# Notes: how wide is the fluctuation region, displacive against order-disorder

## Free energy and conventions

I take one polar component $P$, SI units, a stress-free crystal and a second-order transition:

$$f=\tfrac12 aP^2+\tfrac14 bP^4+\tfrac12 g(\nabla P)^2,\qquad a=a_0(T-T_c),\quad b>0 .$$

Curie-Weiss $\varepsilon=C/(T-T_c)$ fixes $a_0=1/(\varepsilon_0C)$. I write $\tau=|T-T_c|/T_c$ and $k$ for Boltzmann's constant. Heat capacities are per volume. Dipolar forces are left out at first and put back at the end, because they turn out to be large.

Below $T_c$ the minimum is $P_0^2=|a|/b$ with $f=-a^2/4b$, so Landau theory gives a jump

$$\Delta c=\frac{a_0^2T_c}{2b}.$$

## Gaussian fluctuations

With $P(\mathbf r)=V^{-1/2}\sum_{\mathbf q}P_{\mathbf q}e^{i\mathbf q\cdot\mathbf r}$ the quadratic part above $T_c$ is $\tfrac12\sum_{\mathbf q}(a+gq^2)|P_{\mathbf q}|^2$. The pair $\pm\mathbf q$ shares one complex amplitude with energy $(a+gq^2)|P_{\mathbf q}|^2$, and equipartition over its real and imaginary parts gives

$$\langle|P_{\mathbf q}|^2\rangle=\frac{kT}{a+gq^2},\qquad \langle P(0)P(r)\rangle=\frac{kT}{4\pi g r}e^{-r/\xi},\qquad \xi=\sqrt{g/a}=\xi_0\tau^{-1/2},$$

with $\xi_0^2=g/(a_0T_c)$. Below $T_c$ the curvature at the minimum is $a+3bP_0^2=2|a|$, so $\xi$ is shorter by $\sqrt2$.

The modes add $\tfrac12kT\int\!\frac{d^3q}{(2\pi)^3}\ln(a+gq^2)$ to $f$, apart from terms that do not contain $a$. Applying $-T\,\partial_T^2$,

$$c_{\rm fl}=\frac{kT^2a_0^2}{2}\int\!\frac{d^3q}{(2\pi)^3}\frac1{(a+gq^2)^2}-kTa_0\int\!\frac{d^3q}{(2\pi)^3}\frac1{a+gq^2}.$$

The first integral converges and equals $1/(8\pi g^{3/2}a^{1/2})$. The second, cut at $\Lambda\gg1/\xi$, is $\Lambda/(2\pi^2g)-a^{1/2}/(4\pi g^{3/2})$, a smooth background plus a piece that is about $4\tau$ times the first term. The leading part is

$$c_{\rm fl}^{+}=\frac{kT^2a_0^2}{16\pi g^{3/2}a^{1/2}}\simeq\frac{k}{16\pi\xi_0^3}\,\tau^{-1/2}.$$

Below $T_c$ I replace $a\to2|a|$ and $a_0^2\to4a_0^2$. The shift of $P_0$ by fluctuations does not enter at this order because $f$ is stationary at $P_0$. Hence $c^-_{\rm fl}=(4/\sqrt2)\,c^+_{\rm fl}=2\sqrt2\,c^+_{\rm fl}$ at equal $\tau$.

## The criterion

Dividing by the jump, $c^+_{\rm fl}/\Delta c=(\mathrm{Gi}/\tau)^{1/2}$ with

$$\mathrm{Gi}=\frac{(kT_cb)^2}{64\pi^2g^3a_0T_c}=\left[\frac{k}{16\pi\,\Delta c\,\xi_0^3}\right]^2 .$$

This is the criterion of Levanyuk (1959) and Ginzburg (1960): Landau theory needs $\tau\gg\mathrm{Gi}$. The correlation length at $\tau=\mathrm{Gi}$ is $\xi_G=8\pi g^2/(kT_cb)$, free of $a_0$.

Two cautions on "much greater". First, the square root is slow. A 10 per cent contribution needs $\tau=100\,\mathrm{Gi}$ above $T_c$ and $800\,\mathrm{Gi}$ below. Second, the prefactor belongs to the heat capacity. The quartic term changes the inverse susceptibility to $a+3b\langle P^2\rangle$. The $\Lambda$ part of $\langle P^2\rangle$ is linear in $T$ and is absorbed in $a_0$ and $T_c$. The remainder is $-3bkTa^{1/2}/(4\pi g^{3/2})$, a relative change of $-6(\mathrm{Gi}/\tau)^{1/2}$. The Curie-Weiss law is therefore spoiled at $36\,\mathrm{Gi}$ in the sense in which the heat capacity is spoiled at $\mathrm{Gi}$.

## What the Curie constant does and does not fix

Inserting $a_0=1/(\varepsilon_0C)$ at fixed $b$ and $g$ gives $\mathrm{Gi}\propto C$, which would make a displacive crystal with a typical $C\approx10^5$ K a hundred times more critical than an order-disorder one with a typical $C\approx10^3$ K. That reading is wrong because $b$ and $g$ are tied to $a_0$ differently in the two limits. I need a small model for each, with one polar variable per cell of a simple cubic lattice of edge $d$, $n=d^{-3}$.

**Order-disorder.** Two-position dipoles, $P=P_sm$. The mixing entropy gives $nkT(m^2/2+m^4/12+\dots)$ and the coupling $J(\mathbf R)$ gives $-\tfrac12nkT_c\,[J(\mathbf q)/J(0)]\,|m_{\mathbf q}|^2$, with $J(\mathbf q)/J(0)\simeq1-q^2\langle R^2\rangle/6$ and $\langle R^2\rangle$ the $J$-weighted mean square range. Then

$$a_0=\frac{nk}{P_s^2},\quad b=\frac{nkT_c}{3P_s^4},\quad \Delta c=\tfrac32nk,\quad \xi_0^2=\frac{\langle R^2\rangle}{6},\quad \mathrm{Gi}=\frac{1}{(24\pi n\xi_0^3)^2}.$$

$C$ has dropped out. It only sets $P_s^2=nk\varepsilon_0C$. For nearest neighbours $\xi_0^2=d^2/6$ and $\mathrm{Gi}=3/8\pi^2$. For equal coupling to all 26 neighbours in the surrounding cube, $\langle R^2\rangle=(6+24+24)d^2/26$ and $\xi_0^2=9d^2/26$.

**Displacive.** A soft branch with bare curvature $a_b<0$ is stabilised by its own classical thermal motion, $a=a_b+3b\langle P^2\rangle$. If $g\Lambda^2\gg a_0T_c$, then $\langle P^2\rangle\simeq kT\Lambda/(2\pi^2g)$, where a sphere holding one mode per cell has $\Lambda d=(6\pi^2)^{1/3}=3.90$. So $a_0=3bk\Lambda/(2\pi^2g)$, and eliminating $b$,

$$\frac{\Delta c}{nk}=\frac{3\Lambda d^3}{4\pi^2\xi_0^2},\qquad \mathrm{Gi}=\frac{\pi^2}{144\,\Lambda^2\xi_0^2}=0.0045\,\frac{T_c}{\gamma C},\qquad \gamma=\frac{\varepsilon_0g}{d^2}.$$

Now $\mathrm{Gi}$ falls with $C$.

## Four model crystals

- **OD1**: order-disorder, nearest neighbours, $C=10^3$ K, $T_c=300$ K, $d=6$ Å, which implies $P_s=2.4\ \mu$C/cm$^2$.
- **OD2**: the same with the 26-neighbour coupling.
- **D1**: single soft branch, $C=10^5$ K, $T_c=300$ K, $d=4$ Å, and $g=2\times10^{-10}$ J m$^3$C$^{-2}$ as a typical perovskite magnitude. This gives $\gamma=0.011$ and $\Lambda^2\xi_0^2=56$, so the condition on $g\Lambda^2$ holds.
- **D2**: a scalar caricature of a memory oxide like Pb(Zr,Ti)O$_3$ near equal Zr and Ti content, with approximate phenomenological inputs $C=4\times10^5$ K, $T_c=650$ K, $b=2\times10^8$ J m$^5$C$^{-4}$, and $g$, $d$ as in D1.

All entries are the models' numbers, computed from unrounded intermediates. Starred entries are inputs. The last two rows are explained in the section on dipolar forces.

| | OD1 | OD2 | D1 | D2 |
|---|---|---|---|---|
| $a_0$ (J m C$^{-2}$K$^{-1}$) | $1.13\times10^8$ | $1.13\times10^8$ | $1.13\times10^6$ | $2.82\times10^5$ |
| $b$ (J m$^5$C$^{-4}$) | $2.0\times10^{13}$ | $2.0\times10^{13}$ | $1.1\times10^{10}$ | $2\times10^8$ * |
| $g$ (J m$^3$C$^{-2}$) | $2.0\times10^{-9}$ | $4.2\times10^{-9}$ | $2\times10^{-10}$ * | $2\times10^{-10}$ * |
| $\xi_0/d$ | 0.41 | 0.59 | 1.9 | 2.6 |
| $\Delta c/nk$ | 1.5 | 1.5 | 0.080 | 0.60 |
| Gi | $3.8\times10^{-2}$ | $4.2\times10^{-3}$ | $1.2\times10^{-3}$ | $3.5\times10^{-6}$ |
| Gi$\,T_c$ (K) | 11 | 1.3 | 0.37 | 0.0023 |
| $\xi_G/d$ | 2.1 | 9.0 | 55 | $1.4\times10^3$ |
| $6\,\mathrm{Gi}^{1/2}$ | 1.2 | 0.39 | 0.21 | 0.011 |
| $\tau_d$ | 0.67 | 0.67 | 33 | 62 |
| uniaxial $c^+_{\rm fl}/\Delta c$ at $\tau=\mathrm{Gi}$ | 0.51 | 0.26 | 0.035 | (0.0021) |

## Reading the trend

The second form of Gi is the useful one. $\Delta c\,\xi_0^3/k$ is the Landau jump of one bare correlation volume in units of $k$, and Gi is the inverse square of $16\pi$ times it.

**OD1 to D1.** Gi drops by a factor 31. In the first form of Gi the $b$ ratio of $1.8\times10^3$ enters squared, $3.3\times10^6$. The $g$ ratio enters cubed in the denominator, $1.05\times10^3$, and $C$ contributes $10^{-2}$ in the opposite sense. The quartic coefficient wins. In the second form, D1 has a much smaller jump per cell, which alone would raise Gi, but it scales as $\xi_0^{-2}$ while the volume scales as $\xi_0^3$. The product grows as $\xi_0$, hence $\mathrm{Gi}\propto\xi_0^{-2}\propto T_c/C$. The small ratio $T_c/C$ measures how shallow the instability $a_0T_c$ is against the stiffness $g\Lambda^2$ of the branch.

Why 31 and not 100? Pushing the displacive formula to $C=10^3$ K at the same $\gamma$ gives 0.12, but there $\Lambda\xi_0=0.75$ and its premise has failed. In the deep-well limit the coupling that sets $g$ also sets $T_c$, so $\xi_0$ is locked to the interaction range and Gi stops depending on $C$.

**OD1 to OD2.** At fixed $\Delta c$ the law is $\xi_0^{-6}$. A modest widening of the range lowers Gi by $(27/13)^3=9.0$ and leaves OD2 only 3.5 times above D1. So $C$ indicates the regime, but the contrast between $10^5$ K and $10^3$ K is anything from a few to a few tens in these models, and the range of the coupling decides.

**D1 to D2.** The single-branch relation would give D2 $b=2.8\times10^9$ J m$^5$C$^{-4}$ and $\mathrm{Gi}=6.6\times10^{-4}$. The phenomenological $b$ is 14 times smaller. Electrostriction lowers the stress-free $b$, and other phonons contribute to $a_0$, so the relation need not hold. With $b$ independent, $\mathrm{Gi}\propto b^2/g^3$ and closeness to a tricritical point matters more than $C$. A sixth-order term $c_6P^6/6$ with an approximate $c_6=8\times10^8$ J m$^9$C$^{-6}$ rivals the quartic one at $\tau\sim b^2/(c_6a_0T_c)=0.27$, far outside Gi. It does matter for the polarisation: at 300 K the model gives 70 $\mu$C/cm$^2$ without it and 50 $\mu$C/cm$^2$ with it.

## How far I trust the digits

For OD1, $\Lambda\xi_G=8.2$. Cutting the first integral at $\Lambda$ multiplies it by $(2/\pi)[\arctan x-x/(1+x^2)]$ with $x=\Lambda\xi$, which removes a fraction 0.15 at $\tau=\mathrm{Gi}$. To leading order the removed piece is independent of $\tau$ and joins the background. The $4\tau$ term is also 0.15 there. So 0.038 is the value of the formula and "a few per cent of $T_c$" is its content. For D1 the cut removes only 0.006, and the uncertainty lies in $g$ and in the one-branch picture.

The row $6\,\mathrm{Gi}^{1/2}$ is sobering. For D1 the first-order change of $1/\varepsilon$ is $-0.21\,\tau^{-1/2}$, or $-0.66$ at $\tau=0.1$. In the short-range models OD1, OD2 and D1 there is no wide window of clean Curie-Weiss behaviour, and a fitted $C$ would differ from $1/(\varepsilon_0a_0)$ by tens of per cent or more. For D2 the entry 0.011 is a lower estimate. In an elastically isotropic solid, strain lowers $b$ less for modes of finite $q$ than for uniform $P$, so fluctuations interact through a larger $b$ than the one in $\Delta c$. The same difference drives the transition weakly first order once fluctuations are strong (Larkin and Pikin, 1969).

## Putting the dipolar forces back

A mode with $\nabla\cdot\mathbf P\neq0$ carries bound charge. For a uniaxial crystal with background permittivity $\varepsilon_b$ the stiffness becomes $a+gq^2+D\mu^2$, with $D=1/(\varepsilon_0\varepsilon_b)$ and $\mu$ the cosine between $\mathbf q$ and the polar axis. The term matches $a$ at

$$\tau_d=\frac{D}{a_0T_c}=\frac{C}{\varepsilon_bT_c}.$$

I take typical $\varepsilon_b=5$ for the OD models and 10 for the D models. In every column $\tau_d\gg\mathrm{Gi}$, so the neglected term exceeds $a$ throughout the region of interest. The radial integral is the old one with $a\to a+D\mu^2$, and averaging $(a+D\mu^2)^{-1/2}$ over $\mu$ gives

$$\frac{c_{\rm fl}^+}{\Delta c}=\left(\frac{\mathrm{Gi}}{\tau_d}\right)^{1/2}\operatorname{arsinh}\left(\frac{\tau_d}{\tau}\right)^{1/2}\simeq\frac12\left(\frac{\mathrm{Gi}}{\tau_d}\right)^{1/2}\ln\frac{4\tau_d}{\tau}.$$

The power law turns into a logarithm, and the ratio of amplitudes below and above $T_c$ tends to 4 in place of $2\sqrt2$. Summing the logarithms to all orders is the work of Larkin and Khmelnitskii (1969). The last table row is this ratio where the short-range theory gives 1. It reaches 1 at $\tau=\tau_d/\sinh^2(\tau_d/\mathrm{Gi})^{1/2}$, which is $6\times10^{-4}$ (0.2 K) for OD1, $3\times10^{-11}$ for OD2 and below $10^{-100}$ for D1. These are orders of magnitude at best, since any constant added to a logarithm rescales $\tau$. One more correction applies to D1. There $D/g\Lambda^2=0.59$, which lowers $\langle P^2\rangle$ at $T_c$ to 0.57 of its short-range value, so the inferred $b$ rises and Gi grows by 3.0. The column keeps the short-range $b$.

The small parameter is now $\mathrm{Gi}/\tau_d$. In the displacive model it goes as $(T_c/C)^2$ and in the order-disorder model as $T_c/C$, so the dipolar term widens the gap between the regimes. A measurable logarithmic excess is to be sought in uniaxial order-disorder crystals.

D2 stands for a crystal with a cubic parent phase, so its uniaxial entry is formal and bracketed. There the dipolar energy freezes only the longitudinal component. Two transverse components keep $kT/(a+gq^2)$, with $g$ the transverse gradient coefficient taken isotropic, so $c^+_{\rm fl}$ doubles and Gi gains a factor 4, which makes Gi$\,T_c$ 0.009 K at the tabulated $g$. Transverse coefficients are typically the smaller ones. With $g=0.5\times10^{-10}$ J m$^3$C$^{-2}$ the cube gives 64 and the model's Gi becomes $8.9\times10^{-4}$, or 0.58 K. The D2 estimate thus spans 0.009 K to 0.58 K on the choice of $g$ alone.

For a memory layer the length matters as well as the width. With the tabulated inputs $\xi_0=1.04$ nm and $\xi_G=560$ nm. An illustrative 50 nm film is spanned by $\xi$ already at $\tau=4.4\times10^{-4}$, or 0.28 K from $T_c$, where the three-dimensional integral no longer applies. With two transverse modes and the smaller $g$ the correlation length at $\tau=\mathrm{Gi}$ is only 17.5 nm, less than the film thickness. Real films and ceramics of this family typically show transitions smeared over kelvins to tens of kelvins and carry composition and strain variations that smear a transition on their own. The model's width of 0.009 K to 0.58 K falls short of that typical rounding by anything from about three orders of magnitude down to less than one. The model's 10 per cent contribution to the heat capacity above $T_c$, at $100\,\mathrm{Gi}$, sets in 0.9 K to 58 K from $T_c$ and overlaps the typical range, and the larger $b$ at finite $q$ strengthens the interaction of the fluctuations further. The estimate alone therefore cannot exclude a thermal-fluctuation share in the rounding.